**Question.** I model the oxide of an Al/AlOx/Al junction as a delta barrier and want the transmission eigenvalues $T_j$ of $N$ coupled modes. How many deltas do I need, and what is the cheapest route to $T_j$?

**Answer.** With flux-normalised amplitudes and $S=\begin{pmatrix}r&t'\\t&r'\end{pmatrix}$, solve for the right-hand (right-moving, left-moving) amplitudes. Unitarity gives $t^\dagger(t-r't'^{-1}r)=t^\dagger t+r^\dagger r=1$, so

$$M=\begin{pmatrix}(t^\dagger)^{-1}&r't'^{-1}\\-t'^{-1}r&t'^{-1}\end{pmatrix}.$$

Current conservation reads $M^\dagger\Sigma_zM=\Sigma_z$, with $\Sigma_z=\mathrm{diag}(1,-1)$. Hence $M\Sigma_zM^\dagger=\Sigma_z$ and $(MM^\dagger)^{-1}=\Sigma_zMM^\dagger\Sigma_z$: eigenvalues pair as $e^{\pm2x_j}$, and off-diagonal blocks cancel in $MM^\dagger+(MM^\dagger)^{-1}$. The diagonal blocks of $MM^\dagger$ are $2M_{ii}M_{ii}^\dagger-1$, so

$$[2+MM^\dagger+(MM^\dagger)^{-1}]^{-1}=\tfrac14\,\mathrm{diag}(tt^\dagger,t'^\dagger t'),\qquad T_j=\cosh^{-2}x_j .$$

$M_{22}$ alone suffices: propagate only $N$ columns.

**Methods.** Take $\psi''=(U-k^2)\psi$, thickness $d$, slices $h=d/n$, one delta $\psi'\to\psi'+W\psi$ at each midpoint. Count complex multiply-adds, with $U$ differing between slices. A kick costs $N^3$, free flight $O(N^2)$, extraction (invert, multiply, diagonalise) about $3N^3$.

- A: $W=Uh$. Work $(n+3)N^3$, memory $3N^2$.
- B: Richardson, $x=(4x^{(n)}-x^{(n/2)})/3$, $n$ even. Work $(1.5n+6)N^3$, memory $3N^2$. Extrapolate $x$, since sums of $M$ lose pseudo-unitarity.
- C: $W=Uh+U^2h^3/12$. Work $(2n+3)N^3$, memory $4N^2$.

**Solvable model.** For uniform $U=u=k^2+\kappa^2$ the modes decouple, and matching waves gives $\sinh x=(u/2k\kappa)\sinh\kappa d$. The cell matrix on $(\psi,\psi')$ has equal diagonal entries $\cosh\theta$ and unit determinant; its $n$th power gives

$$\sinh x^{(n)}=Z\frac{\sinh n\theta}{\sinh\theta},\quad\cosh\theta=\cos kh+Z\sin kh,\quad Z=\frac{W}{2k}.$$

For A, $\cosh\theta-\cosh\kappa h=-u^2h^4/24+O(h^6)$. For opaque barriers $\delta T/T\simeq-2\delta x$, giving

$$\text{A: }2h^2\Big[\frac{u^2d}{24\kappa}-\frac{u^2}{24\kappa^2}+\frac{\kappa^2}{6}\Big],\qquad\text{C: }-2h^2\Big[\frac u{12}-\frac{\kappa^2}6\Big].$$

C cancels the $h^4$ term and keeps only a prefactor error. Since $x^{(n)}$ is even in $h$, B is $O(h^4)$.

Inputs: typical Al Fermi wave number $k=1.75$ Å$^{-1}$; assumed $\kappa=0.72$ Å$^{-1}$ (2.0 eV above $E_F$, free mass) and $d=10$ Å, chosen to put normal incidence near the $10^{-6}$ typical of such junctions. The model's exact values are $x=7.551$, $T=1.104\times10^{-6}$. One delta of equal area ($Z=10.23$) gives $9.5\times10^{-3}$; it reproduces $T$ only if fitted, $Z=952$. Asymptotically $\delta T/T=1.3\times10^3/n^2$ (A) and $-42/n^2$ (C). From the closed form:

| $n$ | A | B | C |
|---|---|---|---|
| 20 | 29 | – | 0.15 |
| 40 | 1.3 | $-0.048$ | $-0.010$ |
| 80 | 0.22 | $-1.9\times10^{-3}$ | $-5.6\times10^{-3}$ |
| 160 | 0.052 | $-1.1\times10^{-4}$ | $-1.6\times10^{-3}$ |

B fails at $n=20$: the ten-delta comb has $\cosh\theta=0.83<1$, a pass band. C's error crosses zero between $n=30$ and 33, an accident I do not exploit.

Smallest $n$ (work in $N^3$) beyond which $|\delta T/T|$ stays under target:

| target | A | B | C |
|---|---|---|---|
| 10% | 117 (120) | 36 (60) | **22 (47)** |
| 2% | 256 (259) | 48 (78) | **27 (57)** |
| 0.1% | 1139 (1142) | **94 (147)** | 204 (411) |

Within $50N^3$, C is best ($n=23$, 6.5%). Within $150N^3$, B is ($n=96$, $9\times10^{-4}$). If memory is capped at $3N^2$, take B.

**Rounding.** Once modes mix, the large $T_j$ belong to the small $x_j$. Grazing modes decay with $\sqrt u$, so the spread is $\Delta\approx(\sqrt u-\kappa)d=11.7$, up to logarithms and without evanescent modes. With $\epsilon=1.1\times10^{-16}$, inverting $M_{22}$ costs relative accuracy $\epsilon e^{\Delta}\sim10^{-11}$. Diagonalising $MM^\dagger$ costs $\epsilon e^{2\Delta}\sim2\times10^{-6}$ and needs all $2N$ columns, doubling the kicks. Use the identity to interpret $x_j$, and compute from $t'=M_{22}^{-1}$.